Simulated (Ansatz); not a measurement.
# BiTe: the change of pressure with volume scale

Periodic Kohn-Sham DFT of a crystal at fixed atoms, scaled to volume_scale times the given cell; pressure positive in compression, energy less spherical unpolarised free atoms, largest_vzz the field gradient of largest size among the nuclei. The results are calculated, by Ansatz 0.2.0.

The cell before it is scaled or strained (space group Fm-3m, No. 225):
```
cell vectors (Å)
   0.0000     3.2350     3.2350
   3.2350     0.0000     3.2350
   3.2350     3.2350     0.0000
atoms (fractions of the cell vectors)
Bi  0.00000  0.00000  0.00000
Te  0.50000  0.50000  0.50000
```

Settings of every row: method frozen-core PAW; functional LDA; relativity scalar; k mesh 10x10x10; filling fermi-dirac; smearing width 0.08 eV; wave cutoff 420 eV; paw set soft_2.

Atom start moment: 0 on all atoms.

Limits: PAW files made with PBE; no spin-orbit coupling on heavy atoms.

```
row  volume scale  V (Å³/atom)  pressure (GPa)
  1          0.94       31.824           0.368
  2          0.96       32.501          -0.811
  3          0.98       33.178           -1.86
  4          0.99       33.516           -2.34
  5             1       33.855          -2.793
  6          1.01       34.194          -3.219
  7          1.02       34.532               ?
  8          1.04       35.209          -4.354
  9          1.06       35.886          -5.004
```

Question: what pressure should row 7 give?

Worked fit of pressure. Take u = (V_r/V)^(2/3) − 1 with V_r = 33.685 Å³ an atom, which is twice the finite (Eulerian) strain; such expansions in the strain, on which the Birch-Murnaghan equation of state is built, carry the rest volume and the bulk modulus. The shown rows have u = 0.03861, 0.02414, 0.01016, 0.00336, -0.00335, -0.00995, -0.02907, -0.04132. Least squares give pressure = −2.5687 + 67.52 × u + 214.78 × u² + 169 × u³ GPa; a parabola predicts inner rows, each left out in turn, worse (root mean square 0.0026 against 0.00061 GPa). The rows lie off it by 0.000, 0.000, 0.000, -0.001, -0.001, 0.000, 0.000, 0.000. The pressure vanishes at u = 0.0342, or V = 32.03 Å³ an atom, and there the bulk modulus at fixed shape and fractions is B = −V dP/dV = (2/3)(1 + u) dP/du = 57.1 GPa. The withheld row has u = -0.01642, so the fit gives −2.5687 + 67.52 × (-0.01642) + 214.78 × (-0.01642)² + 169 × (-0.01642)³ = -3.620 GPa.

The calculation gave -3.62 GPa. The fit meets it to the printed digit.
